**Q:** I have a crystal of CoSi and this set of computed volumes. Which volume would it take up if nothing pressed on it?

CoSi (space group P2_13, 8-atom cell) computed with GPAW 26.7.0 using BP86, PAW data sets, a 600 eV plane-wave cutoff, a 4x4x4 k mesh and Fermi-Dirac smearing of 0.05 eV, with collinear spins and a ferromagnetic start. The cell is scaled at fixed shape and fractional coordinates; energies are counted from the minimum of the fitted curve.

| volume (Å³/atom) | energy (meV/atom) | pressure (GPa) | cell moment (μB) |
| --- | --- | --- | --- |
| 10.27 | 43.21 | 18.160 | 0.000 |
| 10.49 | 21.69 | 12.090 | 0.000 |
| 10.71 | 7.89 | 6.680 | 0.000 |
| 10.93 | 0.97 | 1.850 | 0.000 |
| 11.14 | 0.53 | -2.480 | 0.000 |
| 11.36 | 5.61 | -6.350 | 0.000 |
| 11.58 | 15.76 | -9.810 | 0.000 |

**A:** It would settle where the energy is lowest, and that point lies between two rows, 10.93 and 11.14 Å³/atom. A smooth Birch-Murnaghan curve, fitted to all seven energies, puts the minimum at 11.055 Å³/atom. That is 1.2 % more volume than the given cell has, but only 0.4 % more length, because a length goes as the cube root of a volume.

**Q:** Is it harder to squeeze the crystal from there or to stretch it?

**A:** Think of the two extremes. Pulled far apart, the atoms become free, the energy levels off and no force is left. Pushed together, the electrons are confined to less space and the inner shells begin to overlap, so the energy climbs ever more steeply. The minimum sits between a wall and a plain, and for a bound solid one should therefore expect more resistance on the side of the wall.

The numbers show this. For equal steps in volume, the change in pressure shrinks from 6.1 GPa at the compressed end to 3.5 GPa at the stretched end. Multiplied by the volume and divided by the volume step, these changes give the local bulk modulus, the resistance to a uniform squeeze. It falls at every step, from 288 to 182 GPa.

**Q:** What pressure do I need to make the volume 1 % smaller?

**A:** For a very small squeeze the stiffening hardly matters, and the pressure is the bulk modulus at the minimum times the fractional change. With 218.6 GPa from the fitted curve this gives 2.2 GPa, or about 22 000 bar. Ordinary process pressures therefore barely change the size of this solid.

**Q:** And for larger changes, is there a formula I can use by hand?

**A:** Let the modulus grow in proportion to the pressure $P$, so that $B = B_0 + B'P$. Here $B_0$ is the modulus at the minimum and $B'$, the modulus slope, is 4.31. With $\delta = (V-V_0)/V_0$, the fractional change from the best volume $V_0$, adding up the work of compression gives to third order

$$E \approx \frac{B_0V_0\,\delta^2}{2}\left[1-\frac{(1+B')\,\delta}{3}\right].$$

The factor in front is a spring of constant stiffness; the bracket adds the wall and the plain.

Take the smallest volume, where $\delta = (10.27-11.055)/11.055 = -0.071$. With 1 eV/Å³ = 160.2 GPa, the spring alone gives

$$\frac{218.6\times 11.055\times 0.071^2}{2\times 160.2}\ \text{eV} \approx 38\ \text{meV/atom}.$$

The bracket is $1+5.31\times0.071/3 = 1.13$ and raises this to 43 meV/atom, which is the table's value to two figures. This row was part of the fit that supplied the constants, so the agreement shows that the short formula is adequate, not that it predicts. For a large expansion it fails badly: the bracket turns negative and the energy plunges instead of levelling off. Keep it to changes of a few per cent.

**Q:** At 11.055 Å³/atom the pressure should be zero, yet your pressure column crosses zero near 11.02. Which is right?

**A:** I would trust the energies. Their drop from the first row to the last corresponds to an average pressure of 3.35 GPa, whereas the pressure column averages only 2.62 GPa over the same range. Compared with the fitted curve, the column is too low in every row, by 0.6 to 0.8 GPa. A nearly constant shift cancels in differences, so the local moduli given earlier are little affected: the energy curve gives 285 to 186 GPa for the same steps.

The likely cause is Pulay stress, an effect of describing the electrons with a finite set of waves. The energies are computed with the same wave cutoff at each volume. The pressure, however, is the response of a fixed number of waves that shrink with the cell. Shorter waves describe the electrons better and lower the energy, so the calculation feels a false reward for shrinking, which acts as a pull inwards.

**Q:** What would change if you raised the cutoff?

**A:** If that explanation holds, the two zero points should move together, mainly because the pressures rise. The total energies would drop by several meV/atom for a cutoff 10 % higher, but by similar amounts at each volume, so the shape of the curve should change much less than its height. A run at a higher cutoff would test this directly.

**Q:** Which digits may I put in a data sheet?

**A:** Write about 220 GPa for the modulus of this model crystal. The third digit is not fixed: the scatter of the energies about the curve allows an error of about 1 GPa, holding the slope at 4 gives 219.6 GPa, and the pressure column gives 219.4 GPa. The slope is far less certain, because it rests on the small difference between the wall side and the plain side. The energies give 4.3 ± 0.2, while a straight line through the six local moduli against pressure gives 4.6. I would write "between 4 and 5".

These margins leave out the errors of the finite cutoff and k mesh, which no run here tests; the crystal shows no band gap at any volume, and for such a solid a 4x4x4 mesh is coarse. For a real sample, be more generous still, because the BP86 functional is itself an approximation. The atoms here are also at rest and keep their relative places in the cell. Vibration usually makes a crystal slightly larger and softer, and atoms free to shift can also make it yield more easily.
